# Donor–acceptor energy and charge transfer in hydrogen and halogen bonds

In a contact D···X–Y a filled lone pair $n$ on atom D faces the empty antibonding orbital $\sigma^*$ of the bond X–Y. In a hydrogen bond X is H, in a halogen bond Cl, Br or I. We derive the energy gained and the charge moved when the two orbitals mix, and their dependence on distance and angle. At each **Predict**, write down your answer before reading on.

## Premises

1. The complex is a closed-shell single determinant with fixed nuclei. All orbitals are real and normalised.
2. Only $n$ (two electrons) and $\sigma^*$ (empty) mix. All other orbitals are frozen.
3. A fixed one-electron Fock operator $\hat F$ gives $\varepsilon_n=\langle n|\hat F|n\rangle$, $\varepsilon_{\sigma^*}=\langle\sigma^*|\hat F|\sigma^*\rangle$, $F=\langle n|\hat F|\sigma^*\rangle$, and $\Delta=\varepsilon_{\sigma^*}-\varepsilon_n>0$. The energy change is twice the change of the occupied orbital's energy. Step 4 lifts this premise.
4. The two orbitals are orthogonal. Step 3 lifts this premise.

Energies are negative when stabilising. The transferred charge $q$ is a number of electrons.

## Step 1. Exact two-level solution

Every normalised occupied orbital in the two-orbital space is $\phi=n\cos\theta+\sigma^*\sin\theta$. With $\sin^2\theta=(1-\cos2\theta)/2$, its two electrons change their energy by

$$E(\theta)=2\langle\phi|\hat F|\phi\rangle-2\varepsilon_n=\Delta(1-\cos2\theta)+2F\sin2\theta .$$

**Predict:** for $F<0$, which sign of $\theta$ lowers the energy?

The term linear in $\theta$ is $4F\theta$, so $\theta$ takes the sign opposite to $F$. Any nonzero $F$ therefore stabilises. Setting $dE/d\theta=2\Delta\sin2\theta+4F\cos2\theta=0$ gives $\tan2\theta=-2F/\Delta$. The minimum has $\cos2\theta=\Delta/\Omega$ and $\sin2\theta=-2F/\Omega$ with $\Omega=\sqrt{\Delta^2+4F^2}$. Substituting, and counting the electrons in $\sigma^*$ as $q=2\sin^2\theta=1-\cos2\theta$,

$$E=\Delta-\Omega,\qquad q=1-\frac{\Delta}{\Omega}.$$

## Step 2. Second order

Let $x=F/\Delta$ with $|x|\ll1$. The binomial series $(1+4x^2)^{1/2}=1+2x^2-2x^4+\dots$ and $(1+4x^2)^{-1/2}=1-2x^2+6x^4-\dots$ give

$$E=-2x^2\Delta\,(1-x^2+\dots),\qquad q=2x^2(1-3x^2+\dots).$$

The leading terms are the central result:

$$E^{(2)}=-\frac{2F^2}{\varepsilon_{\sigma^*}-\varepsilon_n},\qquad q=2\left(\frac{F}{\Delta}\right)^2,\qquad E^{(2)}=-q\,\Delta .$$

The relative truncation errors are $x^2$ for the energy and $3x^2$ for the charge.

**Predict:** moving $q$ electrons up by $\Delta$ should cost $+q\Delta$. Why is the result $-q\Delta$?

For small angles $E=4F\theta+2\Delta\theta^2$, which is least at $\theta=-x$. The quadratic term is that cost, $2\Delta x^2=+q\Delta$. The linear term is the interference of $n$ and $\sigma^*$ between D and X, and equals $-4Fx=-2q\Delta$. The gain is twice the cost.

## Step 3. Overlap, and why $q$ depends on the bookkeeping

Orbitals of two separate molecules overlap. Let $S=\langle n|\sigma^*\rangle$, with phases chosen so that $S>0$.

**Predict:** can $-2F^2/\Delta$ still be right? Shift the zero of energy by $U$.

The shift sends $F\to F+US$ and leaves $\Delta$ alone, so the formula would depend on the energy zero. The orbitals must be orthogonalised first.

*Schmidt basis.* Keep $n$ and define $\sigma'=(\sigma^*-Sn)/\sqrt{1-S^2}$. With $F'=F-S\varepsilon_n$, which the shift leaves unchanged,

$$\langle n|\hat F|\sigma'\rangle=\frac{F'}{\sqrt{1-S^2}},\qquad \langle\sigma'|\hat F|\sigma'\rangle-\varepsilon_n=\frac{\Delta-2SF'}{1-S^2}.$$

The second form follows from $\langle\sigma'|\hat F|\sigma'\rangle=(\varepsilon_{\sigma^*}-2SF+S^2\varepsilon_n)/(1-S^2)$ on inserting $F=F'+S\varepsilon_n$. Steps 1 and 2 now apply. $F'$ is of order $S$ (Step 5), so to order $S^2$, with $c=-F'/\Delta$,

$$q_{\rm S}=2c^2,\qquad E_{\rm S}=-q_{\rm S}\Delta .$$

*Löwdin basis.* Share the orthogonalisation equally: $n_{\rm L}=(1+\tfrac38S^2)n-\tfrac12S\sigma^*$, and likewise for $\sigma^*_{\rm L}$, which is orthonormal to order $S^2$. To first order the coupling is $F-\tfrac12S(\varepsilon_n+\varepsilon_{\sigma^*})=-\Delta(c+S/2)$, so

$$q_{\rm L}=2(c+S/2)^2,\qquad E_{\rm L}=-q_{\rm L}\Delta .$$

**Predict:** for $c>0$ the second energy is larger in magnitude. Both bases span the same space, so where is the difference?

It is in the starting point. The energy of $n_{\rm L}$ is $(1+\tfrac34S^2)\varepsilon_n-SF+\tfrac14S^2\varepsilon_{\sigma^*}=\varepsilon_n+\Delta(cS+S^2/4)$. Two electrons thus start higher by $2\Delta(cS+S^2/4)$, which is exactly $E_{\rm S}-E_{\rm L}$. The final state is the same.

*Mulliken count.* To leading order $\phi\propto n+c\,\sigma^*$. Giving half of the overlap population $4cS$ to $\sigma^*$ yields $q_{\rm M}=2c(c+S)$, for which $E_{\rm S}\neq-q_{\rm M}\Delta$.

The relation $E^{(2)}=-q\Delta$ holds inside one orthogonal basis. Neither $E^{(2)}$ nor $q$ is an observable, and each must be quoted with its basis.

## Step 4. Letting the Fock operator respond

The pair energy in the determinant is $2\langle\phi|\hat h|\phi\rangle+(\phi\phi|\phi\phi)$. Here $\hat h$ contains the kinetic energy, the nuclei and the frozen electrons, and $(ab|cd)$ is the Coulomb repulsion of the densities $ab$ and $cd$. Take $n$ and $\sigma^*$ orthogonal, write $\sigma$ for $\sigma^*$ in labels, and set $J=(nn|\sigma\sigma)$, $K=(n\sigma|n\sigma)$. To second order $\phi\phi=nn+2\theta\,n\sigma+\theta^2(\sigma\sigma-nn)$, so

$$E=4\theta[h_{n\sigma}+(nn|n\sigma)]+2\theta^2[h_{\sigma\sigma}-h_{nn}+J-(nn|nn)+2K].$$

The Fock operator of the unmixed state has $F_0=h_{n\sigma}+(nn|n\sigma)$, $\varepsilon_n=h_{nn}+(nn|nn)$ and $\varepsilon_{\sigma^*}=h_{\sigma\sigma}+2J-K$. Hence

$$E=4F_0\theta+2\Delta'\theta^2,\qquad\Delta'=\Delta-J+3K .$$

The form of Step 2 survives with $\Delta'$ for $\Delta$: $\theta=-F_0/\Delta'$ and $E^{(2)}=-2F_0^2/\Delta'=-q\Delta'$. The term $-J$ is the attraction of the moved charge to the hole it leaves. It falls off only as $e^2/4\pi\varepsilon_0R$ with the separation $R$, whereas $K$ vanishes as $S^2$ and first enters the energy at order $S^4$.

**Predict:** analyses often take $F$ from the converged Fock operator. Which of $q$ and $E^{(2)}$ then comes out right with the plain gap $\Delta$?

Built from $\phi$, the coupling is $F_c=h_{n\sigma}+2(\phi\phi|n\sigma)-(n\phi|\phi\sigma)=F_0+\theta(3K-J)$ to first order. The condition $F_0+\Delta'\theta=0$ becomes $F_c+\Delta\theta=0$. So $q=2(F_c/\Delta)^2$ is right, but $-q\Delta$ overstates the lowering $-q\Delta'$ by the factor $\Delta/\Delta'$. With $F_0$ and the plain gap the energy is understated by the same factor.

## Step 5. Coupling and distance

Split $\hat F=\hat F_{\rm A}+V_{\rm B}$, where A carries the lone pair. Assume $\hat F_{\rm A}n=\varepsilon^0n$ and a local, attractive $V_{\rm B}$. Then $F=S\varepsilon^0+\langle\sigma^*|V_{\rm B}|n\rangle$ and $\varepsilon_n=\varepsilon^0+\langle n|V_{\rm B}|n\rangle$, so

$$F'=\int n\sigma^*\,[V_{\rm B}-\langle n|V_{\rm B}|n\rangle]\,d^3r\equiv-WS .$$

Where $n\sigma^*$ has one sign, $-W$ is the average of the bracket over the overlap density. It is negative because that density lies closer to the nuclei of B than $n^2$ does. The added premise is that one $W>0$ serves both lobes of $\sigma^*$ and varies slowly with geometry. Then $c=WS/\Delta$, and both $E_{\rm S}$ and $E_{\rm L}$ are proportional to $S^2$.

Far from A the potential dies away, and $-(\hbar^2/2m_e)\nabla^2n=-In$ gives a tail $e^{-\kappa_\infty r}$, up to a power of $r$, with $\kappa_\infty=\sqrt{2m_eI}/\hbar$ and $I$ the first ionisation energy. For an explicit overlap take two functions $\chi=(\kappa^3/\pi)^{1/2}e^{-\kappa r}$ a distance $R$ apart. Use $\xi=(r_1+r_2)/R$, $\eta=(r_1-r_2)/R$, volume element $(R/2)^3(\xi^2-\eta^2)\,d\xi\,d\eta\,d\varphi$ and $\rho=\kappa R$:

$$s(\rho)=\frac{\rho^3}{4}\int_1^\infty\!\left(2\xi^2-\tfrac23\right)e^{-\rho\xi}d\xi=e^{-\rho}\left(1+\rho+\tfrac13\rho^2\right),\qquad \frac{ds}{d\rho}=-\tfrac13\rho(1+\rho)e^{-\rho}.$$

**Predict:** is the energy a pure exponential in $R$?

No. At large $\rho$ it goes as $R^4e^{-2\kappa R}$. The local decay constant $-d\ln s/dR=\kappa\rho(1+\rho)/(3+3\rho+\rho^2)$ lies below $\kappa$ and reaches it only as $\rho\to\infty$. With unequal exponents the more slowly decaying function sets the asymptote.

## Step 6. Angle

Let $\delta$ be the departure of the angle D···X–Y from $180^\circ$ at fixed D···X distance $R$ and bond length $d$. Model $n$ as an s function on D, which sets aside the lone pair's own direction.

*Halogen bond.* The halogen part of $\sigma^*$ is mainly a p orbital along Y–X. Resolve it as $p_\parallel\cos\delta+p_\perp\sin\delta$ about the X···D line. The overlap of $p_\perp$ with $n$ vanishes, being odd under reflection in a plane that contains this line. Neglecting the distant Y part, $S\propto\cos\delta$ and $E^{(2)}\propto\cos^2\delta$.

**Predict:** hydrogen offers a spherical 1s function. What can make its bond directional?

*Hydrogen bond.* The node does. Write the filled bond orbital as $\sigma_b=N_b(\chi_{\rm Y}+\mu\chi_{\rm H})$ with $0<\mu\le1$ and the antibond as $\sigma^*=N(\chi_{\rm H}-\lambda\chi_{\rm Y})$. With $s_d=s(\kappa d)$, orthogonality requires $s_d+\mu-\lambda-\lambda\mu s_d=0$, and normalisation fixes $N$ and $N_b$:

$$\lambda=\frac{s_d+\mu}{1+\mu s_d},\quad N^{-2}=1+\lambda^2-2\lambda s_d,\quad N_b^{-2}=1+\mu^2+2\mu s_d .$$

Then $S=N[s(\kappa R)-\lambda s(\kappa R_{\rm DY})]$ with $R_{\rm DY}^2=R^2+d^2+2Rd\cos\delta$. Since $(1-s_d)(1-\mu)\ge0$, $\lambda\le1$, and $S>0$ while $R_{\rm DY}>R$. Bending shortens $R_{\rm DY}$, as $dR_{\rm DY}/d\delta=-Rd\sin\delta/R_{\rm DY}$, and $s$ is a decreasing function, so the subtracted term grows. The stabilisation $|E^{(2)}|$ is greatest at $\delta=0$ in both bonds, but here only through a correction term.

## Step 7. The rival term

The lone pair also overlaps the filled $\sigma_b$, with $S_b=N_b[s(\kappa R_{\rm DY})+\mu s(\kappa R)]$. Let $\varepsilon_b$ be the energy of $\sigma_b$ and $F_b$ its coupling to $n$. The two roots of $(\varepsilon_n-\varepsilon)(\varepsilon_b-\varepsilon)=(F_b-S_b\varepsilon)^2$ sum to $(\varepsilon_n+\varepsilon_b-2S_bF_b)/(1-S_b^2)$. Put $F_b=S_b[(\varepsilon_n+\varepsilon_b)/2-W_b]$, the argument of Step 5 averaged over both partners. Four electrons fill both roots, and the orbital-energy sum rises by

$$E_{\rm rep}=\frac{4W_bS_b^2}{1-S_b^2}.$$

This is of the same order in overlap as $E^{(2)}$ and opposite in sign. $S_b$ is least at $\delta=0$, so a linear geometry alone does not prove charge transfer.

## Range of validity

- $|F|\ll\Delta$ in an orthogonal basis, and $S^2\ll1$. As $\Delta\to0$ Step 1 gives $E\to-2|F|$ and $q\to1$, while Step 2 diverges. In symmetric three-centre four-electron ions such as FHF$^-$ and I$_3^-$ the reference of one lone pair and one intact bond does not exist.
- Several donor–acceptor pairs add at second order under premise 3. Off-diagonal Fock elements among donors, or among acceptors, enter at higher order if they are small. Coulomb coupling between transfers, and relaxation of the frozen orbitals, break additivity.
- $J\ll\Delta$, or else $\Delta'$ must be used. Step 4 is specific to Hartree–Fock exchange, and correlation is absent.
- $e^{-2\kappa R}$ is asymptotic, and $F'\propto S$ is a premise.
- $E^{(2)}$ is one term. Repulsion, electrostatics, polarisation and dispersion lie outside it.

## Illustration: formic acid dimer

The cyclic dimer (HCOOH)$_2$ has two O–H···O=C bonds related by inversion. Here $n$ is the combination of the two carbonyl lone pairs that couples to $\sigma^*_{\rm OH}$. Typical geometry and ionisation energy: $d=0.100$ nm, $R=0.167$ nm, $\delta\approx0$, $I=1.84$ aJ. Assumed model inputs: $\Delta=4.8$ aJ, $W=W_b=1.9$ aJ, $\mu=0.50$, $\kappa=23$ nm$^{-1}$. The values of $W$ and $\kappa$ were chosen so that $q_{\rm L}$ has the few hundredths of an electron typical of orthogonal-orbital analyses of this dimer, so its size tests nothing. Since $\kappa_\infty=17.4$ nm$^{-1}$ is smaller than $\kappa$, the model's tail is too short at long range. Intermediate values are carried unrounded.

With $R_{\rm DY}=0.267$ nm: $s(\kappa R)=0.2095$, $s(\kappa R_{\rm DY})=0.0424$, $s_d=0.5076$, $\lambda=0.804$, $N=1.098$. These give $S=0.193$, $c=0.076$, $c+S/2=0.173$ and $S_b=0.111$.

**Predict:** by what factor do $q_{\rm L}$ and $q_{\rm S}$ differ?

| per hydrogen bond | $q$ | energy / kJ mol$^{-1}$ |
|---|---|---|
| Schmidt | 0.012 | $-34$ |
| Mulliken count | 0.041 | none |
| Löwdin | 0.060 | $-1.7\times10^2$ |
| repulsion $E_{\rm rep}$ | none | $+57$ |

The factor is 5.1, and the Löwdin reference starts $1.4\times10^2$ kJ mol$^{-1}$ higher. The truncation errors of Step 2 are 0.6 % in energy and 1.7 % in charge for the Schmidt basis, 3 % and 9 % for the Löwdin basis. Step 1 with the full Schmidt matrix elements gives $-32$ in place of $-34$ kJ mol$^{-1}$.

The response term matters more. With $J\approx e^2/4\pi\varepsilon_0R=1.38$ aJ and $K$ dropped, $\Delta/\Delta'=1.4$. The Schmidt energy becomes $-47$ kJ mol$^{-1}$ if $W$ describes the unmixed operator and $-24$ kJ mol$^{-1}$ if it describes the converged one.

The local decay constant $-d\ln S/dR$ at fixed $d$ is 14.1 nm$^{-1}$. Lengthening $R$ by 0.010 nm multiplies $E^{(2)}$ by 0.75, where $e^{-2\kappa\,\Delta R}$ would give 0.63. Bending by $30^\circ$ multiplies it by 0.94, against $\cos^230^\circ=0.75$ for the halogen p lobe. At the midpoint of double proton transfer the reference fails as it does in FHF$^-$.

**Predict:** what net charge passes from one monomer to the other?

None: inversion makes the two transfers equal and opposite, while their energies add. The model's dimer totals from the table are $-67$ kJ mol$^{-1}$ for $2E_{\rm S}$ and $+1.1\times10^2$ kJ mol$^{-1}$ for $2E_{\rm rep}$, together $+47$ kJ mol$^{-1}$. The real dimer is typically bound by about 60 to 70 kJ mol$^{-1}$. Read as a binding energy, the model's sum has the wrong sign and lies more than 100 kJ mol$^{-1}$ too high, because electrostatics, polarisation and dispersion are left out.